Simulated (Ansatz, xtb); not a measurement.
C3H9B: which of these isomers lies lowest?

2 of its isomers, all singlets with charge 0: A = `BC(C)C`; B = `CBCC`.

Shapes, held fixed at every level: PBE0-D4/def2-TZVP. Flexible molecules stand in one conformer, not always the lowest. Programs: Ansatz 0.2.0, xtb 6.7.1.

Electronic energies in kJ/mol, without zero-point or thermal terms.

```json
{"level": "GFN0-xTB", "kind": "semi-empirical", "B − A": "-43.4"}
{"level": "PBE-D4/def2-TZVPP", "kind": "GGA", "B − A": "-60.9"}
{"level": "r2SCAN-D4/def2-TZVPP", "kind": "meta-GGA", "B − A": "-62.1"}
{"level": "B3LYP-D4/def2-TZVPP", "kind": "global hybrid", "B − A": "-58.8"}
{"level": "wB97M-V/def2-TZVPP", "kind": "range-separated hybrid", "B − A": "-58.1"}
{"level": "MP2/def2-SVP", "kind": "perturbation theory", "B − A": "-51.2"}
{"level": "MP2/def2-TZVPP", "kind": "perturbation theory", "B − A": "-54.1"}
{"level": "CCSD/def2-TZVPP", "kind": "coupled cluster or CI", "B − A": "-54.6"}
{"level": "CCSD(T)/CBS estimate", "kind": "coupled cluster or CI", "B − A": "-55.3"}
```

The highest level, CCSD(T)/CBS estimate, puts B lowest of these. All levels agree on that. The B − A difference spans -62.1 to -43.4 kJ/mol over the levels. The CBS estimate extrapolates MP2 from def2-TZVPP and def2-QZVPP and adds CCSD(T) − MP2 in the triple-zeta set, cores frozen.

Ethylmethylborane (B) lies clearly below isopropylborane (A), by 55.3 kJ/mol at the highest level. Both molecules contain three-coordinate boron, but going from A to B exchanges a B–H and a C–C bond for a B–C and a C–H bond. The second alkyl group also helps to relieve the electron deficiency at boron: σ electrons from neighbouring C–H bonds delocalise into its empty p orbital, and B has more such bonds next to boron than A. The preference therefore probably reflects both the bond exchange and stronger hyperconjugation, though total energies alone cannot separate the two.

The density functionals all exaggerate the gap somewhat relative to coupled cluster, whereas GFN0-xTB underestimates it; neither deviation threatens the order. The small change from CCSD to the highest level gives no hint of a difficult correlation problem. By the same reasoning, trimethylborane, a further isomer with three B–C bonds, would be expected to lie lower still, so the result does not identify B as the most stable form of C3H9B.
